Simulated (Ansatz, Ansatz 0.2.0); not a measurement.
# Elastic constants of NaCl with LDA, PBEsol and r2SCAN: none within 10 % for all three

## Starting point

The quantities are the three independent elastic constants of rock-salt NaCl: C11, the stiffness against stretching along a cube axis, C12, which couples perpendicular axes, and C44, the resistance to shear of the cube faces. The reference values are room-temperature single-crystal moduli from earlier experiments, as listed in "Single-crystal elastic moduli, anisotropy and the B1-B2 phase transition of NaCl at high pressures: Experiment vs. ab-initio calculations" (2022, arXiv:2209.10899). C11 is almost four times as large as either of the other two, which lie close together. The particular technique behind the moduli is not given with the values.

| compared with | measured | source's wording or label | T (K) | method |
| --- | --- | --- | --- | --- |
| C11 (GPa) | 49.8 ± 0.5 | 49.8 ± 0.5 GPa | room temperature | earlier experiment |
| C12 (GPa) | 13 | 13.0 ± 0.2 GPa | room temperature | earlier experiment |
| C44 (GPa) | 12.8 ± 0.1 | 12.8 ± 0.1 GPa | room temperature | earlier experiment |

Conditions are those given with the value in the passage it was taken from; "not stated" means there, and the paper may say more elsewhere.

## Choices

I want the cheapest level of theory that gives C11, C12 and C44 each within 10 % of the measured value. That is about the error a good semilocal functional usually makes for elastic constants, and it is tight enough to expose a functional that binds the crystal clearly too strongly or too weakly.

The model is a perfect static lattice at 0 K, with the two-atom primitive cell relaxed before it is strained. The measured crystal is warm. Thermal expansion and anharmonicity soften C11 noticeably, in a soft ionic crystal by roughly ten per cent or more between low temperature and room temperature; C44 falls slightly, while C12 rises. A sound static calculation should therefore lie above the measured C11, and a close match there could hide an error of the functional.

The diffraction cell I start from, a = 5.620 Å, is about 0.4 % short. It serves only as a starting point, since every run relaxes the cell. I begin with LDA on a coarse k mesh, settle mesh and cutoff there, and then move to better functionals as the results require.

Plain PBE is not among the levels examined in this study.

System: NaCl (sodium chloride), B1 rocksalt; Fm-3m (No. 225), 2 atoms in the primitive cell; the database structure is an entry taken as a start alone: a = 5.620 Å; structure from the Crystallography Open Database; note on this database entry: about 0.4 % short.

## 1. LDA on a coarse mesh

LDA is the simplest functional, and a 4×4×4 mesh may already do for an insulator with a wide gap. LDA usually makes ionic crystals too dense, so I expect a small cell and a C11 well above the measured one.

**Run 1.** Ansatz 0.2.0: LDA, cell and atoms relaxed from the database structure, PAW set soft_2, cutoff 420 eV (default), 4x4x4 k mesh, Gaussian smearing 0.02 eV; elastic constants by two-point finite strains with relaxed ions.

Key lines of the input:
```
crystal:
  # lattice and atoms
kpoints:
  mp_grid: { grid: [4, 4, 4] }
hamiltonian:
  xc: lda
scf:
  occupations: { method: gaussian, width: 0.02 }
output:
  forces: true
  stress: true
elastic:
  mode: relaxed_ion
  stencil: two_point
```

Command:
```
ansatz run input.yaml --threads 4 --pin off --max-ram 8192MiB --backend cpu --events-out ev --progress --plain --runs-dir out
```

Selected lines of the output:
```
  C = ∂σ_k/∂η_j (tension-positive GPa; Voigt order 11 22 33 23 13 12):
        69.818     13.101     13.101      0.000     -0.000      0.000
        -0.000      0.000      0.000     13.084     -0.000      0.000
```

Converged; 2 s on 4 cores of Arm Neoverse V1, shared host (all steps together).

| quantity | run 1 | measured | deviation |
| --- | --- | --- | --- |
| C11 (GPa) | 69.8 | 49.8 ± 0.5 | +20.0 (+40.2 %) |
| C12 (GPa) | 13.1 | 13 | +0.1 (+0.8 %) |
| C44 (GPa) | 13.1 | 12.8 ± 0.1 | +0.3 (+2.2 %) |
| conventional cell volume (Å³) | 163.36 |  |  |
| pressure (GPa) | −0.00406 |  |  |
| B (Reuss) (GPa) | 32.0 |  |  |
| G (Hill) (GPa) | 17.9 |  |  |

C12 and C44 fall almost on the measured values, but C11 is 40 % too high. Thermal softening accounts for part of that excess, hardly for all of it. The relaxed cell is also about 8 % smaller in volume than the diffraction cell I started from, which is itself slightly short. Overbinding by LDA would explain both the small cell and the stiff C11, since the repulsion between neighbouring ions rises steeply as they approach. Before I blame the functional, the coarse mesh has to be tested.

## 2. Denser k meshes with LDA

I repeat the calculation on 6×6×6 and 8×8×8 meshes with everything else unchanged. The first run took only seconds, so two further points are affordable, and together they show whether the constants have settled. In an insulator like this I expect small changes, far short of what C11 would need.

**Run 2.** Ansatz 0.2.0: LDA, cell and atoms relaxed from the database structure, PAW set soft_2, cutoff 420 eV (default), 6x6x6 k mesh, Gaussian smearing 0.02 eV; elastic constants by two-point finite strains with relaxed ions.

Key lines of the input, as changed from run 1:
```diff
  kpoints:
-   mp_grid: { grid: [4, 4, 4] }
+   mp_grid: { grid: [6, 6, 6] }
```

Selected lines of the output:
```
  C = ∂σ_k/∂η_j (tension-positive GPa; Voigt order 11 22 33 23 13 12):
        70.042     13.042     13.042     -0.000     -0.000      0.000
         0.000     -0.000     -0.000     12.913     -0.000     -0.000
```

Converged; wall time 2.8 s (all steps together).

**Run 3.** Ansatz 0.2.0: LDA, cell and atoms relaxed from the database structure, PAW set soft_2, cutoff 420 eV (default), 8x8x8 k mesh, Gaussian smearing 0.02 eV; elastic constants by two-point finite strains with relaxed ions.

Key lines of the input, as changed from run 1:
```diff
  kpoints:
-   mp_grid: { grid: [4, 4, 4] }
+   mp_grid: { grid: [8, 8, 8] }
```

Selected lines of the output:
```
  C = ∂σ_k/∂η_j (tension-positive GPa; Voigt order 11 22 33 23 13 12):
        70.054     13.047     13.047      0.000     -0.000     -0.000
         0.000      0.000      0.000     12.914      0.000      0.000
```

Converged; wall time 4.6 s (all steps together).

| quantity | run 2 | run 3 | measured |
| --- | --- | --- | --- |
| C11 (GPa) | 70.0 | 70.1 | 49.8 ± 0.5 |
| C12 (GPa) | 13.0 | 13.0 | 13 |
| C44 (GPa) | 12.9 | 12.9 | 12.8 ± 0.1 |
| conventional cell volume (Å³) | 163.17 | 163.16 |  |
| pressure (GPa) | −0.00462 | −0.00446 |  |
| B (Reuss) (GPa) | 32.0 | 32.0 |  |
| G (Hill) (GPa) | 17.8 | 17.8 |  |

The mesh is not the cause. From 6×6×6 to 8×8×8 no elastic constant moves by more than about 0.01 GPa, and even the coarse first mesh was within 0.3 GPa. The 6×6×6 mesh is ample for LDA, and the excess in C11 of about 20 GPa stays.

## 3. A higher cutoff with LDA

The plane-wave cutoff is the other numerical setting that could distort the stress and the relaxed volume. I raise it from 420 to 590 eV on the 6×6×6 mesh. If C11 stays near 70 GPa, the basis is cleared as well and a different functional is the next step.

**Run 4.** Ansatz 0.2.0: LDA, cell and atoms relaxed from the database structure, PAW set soft_2, cutoff 590 eV, 6x6x6 k mesh, Gaussian smearing 0.02 eV; elastic constants by two-point finite strains with relaxed ions.

Key lines of the input, as changed from run 2:
```diff
+ basis:
+   ecutwfc: 590.0
```

Selected lines of the output:
```
  C = ∂σ_k/∂η_j (tension-positive GPa; Voigt order 11 22 33 23 13 12):
        70.004     13.039     13.039     -0.000      0.000      0.000
         0.000     -0.000     -0.000     12.916      0.000     -0.000
```

Converged; wall time 4.2 s (all steps together).

| quantity | run 4 | measured | deviation |
| --- | --- | --- | --- |
| C11 (GPa) | 70.0 | 49.8 ± 0.5 | +20.2 (+40.6 %) |
| C12 (GPa) | 13.0 | 13 | +0.0 (+0.3 %) |
| C44 (GPa) | 12.9 | 12.8 ± 0.1 | +0.1 (+0.9 %) |
| conventional cell volume (Å³) | 163.18 |  |  |
| pressure (GPa) | −0.00778 |  |  |
| B (Reuss) (GPa) | 32.0 |  |  |
| G (Hill) (GPa) | 17.8 |  |  |

The higher cutoff changes C11 by about 0.04 GPa and the other two constants by less than 0.01 GPa. For LDA, mesh and basis are therefore both settled, and the stiff C11 belongs to the functional with this PAW set, apart from the part that temperature explains.

## 4. PBEsol at the default cutoff

PBEsol adds the density gradient at little extra cost and usually gives larger cells than LDA. A larger cell should weaken the repulsion between neighbouring ions and bring C11 down. I keep the 6×6×6 mesh and 420 eV, so that only the functional changes. What happens to C12 and C44 is less clear to me: they already agree, and a softer functional could spoil that.

**Run 5.** Ansatz 0.2.0: PBEsol, cell and atoms relaxed from the database structure, PAW set soft_2, cutoff 420 eV (default), 6x6x6 k mesh, Gaussian smearing 0.02 eV; elastic constants by two-point finite strains with relaxed ions.

Key lines of the input, as changed from run 2:
```diff
  hamiltonian:
-   xc: lda
+   xc: pbesol
```

Selected lines of the output:
```
  C = ∂σ_k/∂η_j (tension-positive GPa; Voigt order 11 22 33 23 13 12):
        54.769     11.431     11.431      0.000      0.000     -0.000
         0.000     -0.000     -0.000     12.063      0.000      0.000
```

Converged; wall time 3 s (all steps together).

| quantity | run 5 | measured | deviation |
| --- | --- | --- | --- |
| C11 (GPa) | 54.8 | 49.8 ± 0.5 | +5.0 (+10.0 %) |
| C12 (GPa) | 11.4 | 13 | −1.6 (−12.1 %) |
| C44 (GPa) | 12.1 | 12.8 ± 0.1 | −0.7 (−5.8 %) |
| conventional cell volume (Å³) | 175.80 |  |  |
| pressure (GPa) | 0.00201 |  |  |
| B (Reuss) (GPa) | 25.9 |  |  |
| G (Hill) (GPa) | 15.3 |  |  |

PBEsol brings C11 down by about 15 GPa, and the cell grows by almost 13 Å³. The two changes fit together, since the repulsion between neighbouring ions is less steep when they sit farther apart. C11 now sits right on the 10 % limit, so close that the experimental uncertainty alone could tip it either way; I call it undecided. C44 passes at about 6 % low. C12, which LDA had matched, is now 12 % too low, a narrow miss.

Temperature may account for much of the miss in C12: that constant rises on warming, so a static lattice should lie below the room-temperature value. The good C12 of LDA came with a cell that is much too small, so I do not read it as a sign that LDA describes the crystal better. PBEsol does not meet the target for all three constants.

## 5. The meta-GGA r2SCAN

r2SCAN also uses the kinetic-energy density and captures part of the medium-range dispersion attraction that PBEsol lacks. It is dearer per step, but for two atoms that hardly matters. I keep the 6×6×6 mesh and use the default cutoff, which is 500 eV for this functional. I hope for a higher C12; C11 may well rise with it, and a static value somewhat above the room-temperature one would be physically reasonable even where it fails my limit.

**Run 6.** Ansatz 0.2.0: r2SCAN, cell and atoms relaxed from the database structure, PAW set soft_2, cutoff 500 eV (default), 6x6x6 k mesh, Gaussian smearing 0.02 eV; elastic constants by two-point finite strains with relaxed ions.

Key lines of the input, as changed from run 2:
```diff
  hamiltonian:
-   xc: lda
+   xc: r2scan
```

Selected lines of the output:
```
  C = ∂σ_k/∂η_j (tension-positive GPa; Voigt order 11 22 33 23 13 12):
        59.210     11.621     11.621      0.000      0.000     -0.000
         0.000     -0.000     -0.000     13.656     -0.000      0.000
```

Converged; 5 s on 4 cores of Intel Xeon Platinum 8488C (Sapphire Rapids), shared host (all steps together).

| quantity | run 6 | measured | deviation |
| --- | --- | --- | --- |
| C11 (GPa) | 59.2 | 49.8 ± 0.5 | +9.4 (+18.9 %) |
| C12 (GPa) | 11.6 | 13 | −1.4 (−10.6 %) |
| C44 (GPa) | 13.7 | 12.8 ± 0.1 | +0.9 (+6.7 %) |
| conventional cell volume (Å³) | 176.37 |  |  |
| pressure (GPa) | −0.00045 |  |  |
| B (Reuss) (GPa) | 27.5 |  |  |
| G (Hill) (GPa) | 17.1 |  |  |

r2SCAN raises C12 by only about 0.2 GPa over PBEsol, much less than I had hoped. At 10.6 % low it lies just outside the limit, and the uncertainty of the measured value could tip it either way, so I call it undecided. C44 passes at 6.7 % high. C11 rises to 59.2 GPa and misses clearly, at 19 % above the room-temperature value.

The r2SCAN cell is slightly larger than that of PBEsol, yet its C11 is more than 4 GPa higher, so cell volume alone does not fix this constant. An excess in C11 and a shortfall in C12 are what a static lattice should show against a warm crystal, and temperature could account for much of both. How much remains for the functional I cannot tell from a static calculation set against room-temperature values.

I stop here. None of the three functionals meets the target for all three constants, and a further test of the LDA settings would not change that. Mesh and cutoff were tested only with LDA; for PBEsol and r2SCAN they remain untested, which matters for the values lying close to the limit.

## Table of results

| run | settings | C11 (GPa) | C12 (GPa) | C44 (GPa) | mean abs. dev. (%) | cost |
| --- | --- | --- | --- | --- | --- | --- |
| 1 | LDA, 4x4x4 mesh | 69.8 | 13.1 | 13.1 | 14.4 | under 1 core-min |
| 2 | LDA, cutoff 420 eV (default), 6x6x6 k mesh | 70.0 | 13.0 | 12.9 | 14.0 | under 1 core-min |
| 3 | LDA, 8x8x8 mesh | 70.1 | 13.0 | 12.9 | 14.0 | under 1 core-min |
| 4 | LDA, cutoff 590 eV | 70.0 | 13.0 | 12.9 | 13.9 | under 1 core-min |
| 5 | PBEsol, cutoff 420 eV (default), 6x6x6 k mesh | 54.8 | 11.4 | 12.1 | 9.3 | under 1 core-min |
| 6 | r2SCAN, cutoff 500 eV | 59.2 | 11.6 | 13.7 | 12.1 | under 1 core-min |
|  | measured | 49.8 ± 0.5 | 13 | 12.8 ± 0.1 |  |  |

## Judgement

None of the three functionals meets the target of 10 % for all three elastic constants. LDA fails on C11 alone, but by 40 %. PBEsol misses C12 narrowly, at 12 % low, and leaves C11 undecided at the limit. r2SCAN misses C11 by 19 % and leaves C12 undecided. C44 passes with all three. Every run took less than one core-minute, so cost did not decide anything here.

The change from LDA to PBEsol mattered most: it lowered C11 by about 15 GPa and enlarged the cell. The denser meshes and the higher cutoff hardly moved the LDA values, but they ruled out those settings as the cause of its stiff C11. LDA's close match for C12 and C44 comes at a cell that is much too small, and I take it for a probable cancellation of errors.

The comparison sets a static lattice against a crystal at room temperature. Thermal softening of roughly ten per cent or more in C11 could cover the excess of 5 GPa with PBEsol and much or all of the 9 GPa with r2SCAN, but hardly the 20 GPa with LDA. PBEsol's smaller deviation in C11 is therefore no proof that it describes the crystal better than r2SCAN.

The shortfall in C12, about 1.4 to 1.6 GPa with these two functionals, also has the sign that temperature would give it. C12 of NaCl rises on warming, by roughly ten per cent or more between low temperature and room temperature, so most of the shortfall is probably thermal and no clear fault of the functionals. A comparison with moduli measured at low temperature would be the most useful next step, because it would remove most of the thermal part from C11 and C12 alike.

[Logs are printed without paths, hosts, clocks, repeated set-up lines and the standing remarks that a program may print on its own settings, such as how far it seeks lower states.]

[The runs shown are a pick from a larger set of finished runs; failed, doubtful and other runs were left out of it ahead of writing. So were measured values far from every level or from commonly accepted values, and agreement can look better than it is. Lines of input and output are excerpts and may be shortened.]
